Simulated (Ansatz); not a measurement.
## Au: pressure against volume per atom

Results calculated with Ansatz 0.2.0 development build, not measured. Equation of state of a cubic crystal from periodic Kohn-Sham density functional theory without spin; pressure corrected for the finite basis.

Cell of the first row (space group Fm-3m, No. 225):
```
CELL_PARAMETERS angstrom
0.00000 2.03620 2.03620
2.03620 0.00000 2.03620
2.03620 2.03620 0.00000
ATOMIC_POSITIONS crystal
Au 0.00000 0.00000 0.00000
```

Settings of every row: formula Au; structure type fcc; functional PBE; spin treatment none; k mesh 23x23x23; occupation method fermi-dirac; occupation width 0.061225619 eV; wave cutoff 700 eV; datasets hard PAW; density cutoff ratio 4.

Limits: the SCF threshold is loose for a stress in some rows; no spin-orbit coupling, which can matter with elements this heavy.

```
row  volume per atom (Å³)  pressure (GPa)  energy above lowest point (meV/atom)
  1                16.886           10.35                                 32.39
  2                17.245           6.413                                  13.7
  3                17.604           2.979                                  3.25
  4                17.963               ?                                     ?
  5                18.323          -2.604                                     3
  6                18.682          -4.849                                 11.42
  7                19.041          -6.793                                 24.52
```

Question: what pressure should row 4 give?

Worked fit of pressure. Take u = (V_r/V)^(2/3) − 1 with V_r = 17.963 Å³ an atom, which is twice the finite (Eulerian) strain; such expansions in the strain, on which the Birch-Murnaghan equation of state is built, carry the rest volume and the bulk modulus. The shown rows have u = 0.04208, 0.02757, 0.01355, -0.01314, -0.02582, -0.03811. Least squares give pressure = −0.0052 + 208.675 × u + 843.5 × u² + 1085 × u³ GPa; a parabola predicts inner rows, each left out in turn, worse (root mean square 0.025 against 0.0016 GPa). The rows lie off it by 0.000, 0.001, -0.001, 0.000, 0.001, 0.000. The pressure vanishes at u = 0.0000, or V = 17.96 Å³ an atom, and there the bulk modulus at fixed shape and fractions is B = −V dP/dV = (2/3)(1 + u) dP/du = 139 GPa. The withheld row has u = 0, so the fit gives −0.0052 + 208.675 × (0) + 843.5 × (0)² + 1085 × (0)³ = -0.005 GPa.

The calculation gave -0.01 GPa. The fit lies 0.005 GPa (50 % of the value, 0.029 % of the column's range) above it; its largest miss of a shown row is 0.001 GPa.

The other values of row 4: energy above lowest point 0 meV/atom.
